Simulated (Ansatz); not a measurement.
# GaP: the change of pressure and energy less free atoms with volume scale

All results are calculated (Ansatz 0.2.0). Periodic Kohn-Sham DFT of a crystal at fixed atoms, scaled to volume_scale times the given cell; pressure positive in compression, energy less spherical unpolarised free atoms, largest_vzz the field gradient of largest size among the nuclei.

The cell before it is scaled or strained (space group F-43m, No. 216):
```
GaP
1.0
      0.0000     2.7530     2.7530
      2.7530     0.0000     2.7530
      2.7530     2.7530     0.0000
Ga P
1 1
Direct
  0.00000 0.00000 0.00000
  0.25000 0.25000 0.25000
```

Settings of every row: method all-electron LAPW; functional PBE; relativity scalar; k mesh 13x13x13; filling fermi-dirac; smearing width 0.03 eV; basis error target 1 meV/atom; nucleus gaussian.

Atom start moment: 0 on all atoms.

```
row  volume scale  V (Å³/atom)  pressure (GPa)  energy less free atoms (eV/atom)
  1        0.9405       19.624               ?                                 ?
  2          0.97       20.239           2.493                           -4.5532
  3             1       20.865          -0.007                            -4.558
  4          1.03       21.491          -2.123                           -4.5537
  5          1.06       22.117          -3.911                           -4.5417
```

Question: what pressure and energy less free atoms should row 1 give?

Worked fit of pressure. Take u = (V_r/V)^(2/3) − 1 with V_r = 21.178 Å³ an atom, which is twice the finite (Eulerian) strain; such expansions in the strain, on which the Birch-Murnaghan equation of state is built, carry the rest volume and the bulk modulus. The shown rows have u = 0.0307, 0.00998, -0.00973, -0.02851. Least squares give pressure = −1.1098 + 107.433 × u + 322.69 × u² GPa; a straight line predicts inner rows, each left out in turn, worse (root mean square 0.18 against 0.0035 GPa). The rows lie off it by 0.000, -0.002, 0.002, -0.001. The pressure vanishes at u = 0.0100, or V = 20.86 Å³ an atom, and there the bulk modulus at fixed shape and fractions is B = −V dP/dV = (2/3)(1 + u) dP/du = 76.7 GPa. The withheld row has u = 0.05212, so the fit gives −1.1098 + 107.433 × (0.05212) + 322.69 × (0.05212)² = 5.366 GPa.

The calculation gave 5.39 GPa. The fit lies 0.024 GPa (0.26 % of the column's range) below it; its largest miss of a shown row is 0.002 GPa. This row lies beyond the range of the fit.

Worked fit of energy less free atoms. Take u = (V_r/V)^(2/3) − 1 with V_r = 21.178 Å³ an atom, which is twice the finite (Eulerian) strain; such expansions in the strain, on which the Birch-Murnaghan equation of state is built, carry the rest volume and the bulk modulus. The shown rows have u = 0.0307, 0.00998, -0.00973, -0.02851. Least squares give energy less free atoms = −4.5569 − 0.2186 × u + 11.035 × u² eV/atom; a straight line predicts inner rows, each left out in turn, worse (root mean square 0.0061 against 5e-05 eV/atom). All shown rows lie on it to the printed digit. Its lowest point lies at u = 0.0099, or V = 20.87 Å³ an atom, and the curvature there gives the bulk modulus at fixed shape and fractions, B = (4/9)(1 + u)² E″(u)/V = 76.8 GPa. The withheld row has u = 0.05212, so the fit gives −4.5569 − 0.2186 × (0.05212) + 11.035 × (0.05212)² = -4.5383 eV/atom.

The calculation gave -4.5383 eV/atom. The fit meets it to the printed digit. This row lies beyond the range of the fit.
